Ansatz 0.2.0 calculations of fcc copper at a series of fixed volumes, using all-electron PAW with datasets made for the crystal, the PBEsol functional, scalar relativity and no spin polarisation. All runs use a 17×17×17 k mesh and Fermi-Dirac smearing of 0.03 eV. Pressure is positive in compression.

```csv
volume (Å³/atom),shortest distance (Å),pressure (GPa)
11.102,2.504,3.155
11.338,2.522,-0.559
11.574,2.539,-3.818
11.692,2.548,-5.299
11.810,2.556,-6.690
11.928,2.565,-7.996
12.047,2.573,-9.221
12.283,2.590,-11.444
12.519,2.606,-13.396
```

Between the first two rows the pressure changes sign: copper at 11.102 Å³ per atom is squeezed, and every larger cell is under tension. The slope gives the stiffness through the bulk modulus, $B=-V\,dP/dV$, with $V$ the volume per atom and $P$ the pressure. It is about 176 GPa across this first interval. Had the slope stayed the same, the last row would stand at −19 GPa instead of −13.4 GPa, so the metal softens as it is stretched.

A tempting explanation is that the bonds keep their stiffness and only the geometry changes. Let each atom be tied to its twelve neighbours by ideal springs of length $d$, the shortest distance, with rest length $d_0$. The force grows as $d-d_0$ while the area it acts on grows as $d^2$, so $P\propto(d_0-d)/d^2$. This does soften on stretching, because the same force is spread over more area.

In the middle of the table the springs look right. Fitted to all nine rows, they give a modulus of 138 GPa between 11.692 and 11.810 Å³, as the calculation does. The ends of the table decide against them: from the first interval to the last the computed modulus falls by 42%, that of the springs by only 10%. Geometry is a real part of the softening, but a small one.

The row at 11.810 Å³ needs a word of caution, since real copper at room temperature has roughly this volume and yet the calculation puts it at −6.7 GPa. PBEsol is known to make copper's cell too small, and heat and zero-point motion, which would push it outward, are left out. The softening is therefore best measured from the calculation's own zero of pressure, near 11.3 Å³.

A second explanation treats copper as a simple metal: a gas of one free electron per atom, held in by the ions and kept out of their cores. In the strict limit, with the core term set only by the demand for zero pressure at 11.3 Å³, the modulus comes out near 31 GPa, against about 170 GPa from the calculation. If the strengths of attraction and core repulsion are fitted instead, the size is repaired, but the modulus then falls by 29% along the table, still too little. Copper needs a stiffness that falls faster with distance.

The last rows, where the tension grows most slowly, hint at what is missing. Far apart, atoms no longer attract, so the force that resists stretching must first rise and then die away. The table covers only the rise, but a force on its way to a maximum must already grow more and more slowly, and this can be tested. A simple energy per atom with the right limit is $E=-E_c(1+a)e^{-a}$, where $E_c$ is the cohesive energy and $a=(d-d_0)/l$ is the stretch in units of a decay length $l$. Differentiating with $V\propto d^3$ gives

$$P=3B_0\,\frac{1-x}{x^2}\,e^{\eta(1-x)},\qquad x=\frac{d}{d_0},\quad \eta=\frac{d_0}{l},\quad \eta^2=\frac{9B_0V_0}{E_c},$$

where $B_0$ and $V_0$ are the modulus and volume at zero pressure. This is the Vinet equation. Its first factor is the spring law, which returns alone when $\eta=0$; the exponential makes the net force between the atoms fade.

The fading can be estimated from the depth of the energy well. A fit of the equation to all rows gives $B_0=169.5$ GPa, or $169.5/160.2=1.058$ eV/Å³, and $V_0=11.30$ Å³. With a rough recalled value of 3.5 eV for the measured cohesive energy, $\eta=\sqrt{9\times1.058\times11.30/3.5}\approx5.5$. The fit itself, with $\eta$ left free, prefers 6.0. PBEsol is expected to bind copper somewhat more strongly than measured, which would lower the estimate a little.

For the last row, $x=(12.519/11.30)^{1/3}=1.035$. The spring factor alone gives −16.5 GPa; the exponential, $e^{-5.5\times0.035}\approx0.82$, brings this to about −13.6 GPa. That is within 2% of the computed value, though this row helped to fix $B_0$ and $V_0$.

With $\eta$ held at this estimate, the equation has two fitted constants, as the springs and the simple metal have, and its typical miss is 0.03 GPa against 0.41 and 0.18 GPa. The output below gives the details. Near zero pressure, each GPa of tension takes about 5 GPa off the modulus. Under a few tenths of a GPa of tension, equal in all directions, copper would thus lose only about 1% of its bulk modulus, and a constant value serves well there.

The numbers favour a net force that loses its stiffness this fast over constant springs and the simple metal. They do not single out the exponential form, since over so short a range other laws with the same early softening are expected to fit about as well. Nor do they say whether a weakening attraction or a dying repulsion is behind it. In copper a steep repulsion between the d shells of neighbouring atoms is expected to play a part. Bonding and repulsion of this kind both follow the overlap of neighbouring orbitals, which decays roughly exponentially with distance. The bands of the same runs fit this picture: the splitting of the d levels at the zone centre falls as about $d^{-4.7}$, much faster than the depth of the occupied bands, about $d^{-2.5}$. This is support and not proof, since copper's d shell is nearly full and its splitting does not measure the force. For a neighbouring metal, the formula for $\eta$ suggests where to look: at equal stiffness and volume, the more weakly bound crystal should soften faster.

Numerical output:

```
fit of pressure on 9 rows: coefficient of 1/y**2 -6.316 +/- 0.16, coefficient of (1-y)/y**2 424.3 +/- 13; rms 0.41, worst 11.102 -0.711, leave-one-out rms 0.642
fit of pressure - pk on 9 rows: coefficient of 1/r**(4/3) -243 +/- 2.9, coefficient of 1/r**2 198.4 +/- 2.9; rms 0.183, worst 12.519 -0.314, leave-one-out rms 0.288
fit of pressure on 9 rows: coefficient of exp(s*(1-y))/y**2 -6.692 +/- 0.0015, coefficient of (1-y)*exp(s*(1-y))/y**2 458.6 +/- 0.12, s 6.083; rms 0.00363, worst 11.338 0.00798, leave-one-out rms 0.0111
fit of pressure on 9 rows: coefficient of exp(sR*(1-y))/y**2 -6.664 +/- 0.012, coefficient of (1-y)*exp(sR*(1-y))/y**2 456.3 +/- 1; rms 0.0318, worst 11.102 -0.0563, leave-one-out rms 0.0512
Bulk modulus between each row and the one before, and model less computed pressure, all GPa:
     row  K_computed  K_springs  K_simple_metal  miss_springs  miss_simple_metal  miss_fading_force
  11.102         n/a        n/a             n/a       -0.7106            -0.3068          -0.004578
  11.338       176.4      144.5           161.9      -0.03858          -0.001441           0.007984
  11.574       158.1      141.5           151.1        0.3026             0.1419           0.002117
  11.692       145.9      139.3           143.5        0.3691             0.1664         -0.0008905
   11.81       138.4      137.9           138.6        0.3739             0.1642          -0.002362
  11.928       131.3      136.5             134        0.3213             0.1374          -0.002442
  12.047       124.3      135.2           129.4        0.2145            0.08711          -0.001967
  12.283       114.5      133.2             123       -0.1486           -0.07804           -0.00128
  12.519       102.5      130.6           114.9       -0.6842            -0.3137           0.003431
Pressure at the largest volume if the first slope went on, GPa: -19.13
Stiffness lost from first to last interval, computed, percent: 41.91
Same loss with constant springs, percent: 9.616
Same loss in the simple metal, percent: 29.06
Volume at zero pressure from the fading-force fit, cubic angstrom per atom: 11.3
Bulk modulus at zero pressure from that fit, GPa: 169.5
Fading exponent eta from that fit: 5.995
Pressure derivative of the bulk modulus at zero pressure from that fit: 4.996
Fading exponent eta from the rough well depth: 5.545
Bulk modulus of a one-electron simple metal held at that volume by its core term, GPa: 30.57
Power of distance with which the zone-centre d splitting falls: 4.662
Power of distance with which the occupied band depth falls: 2.53
```
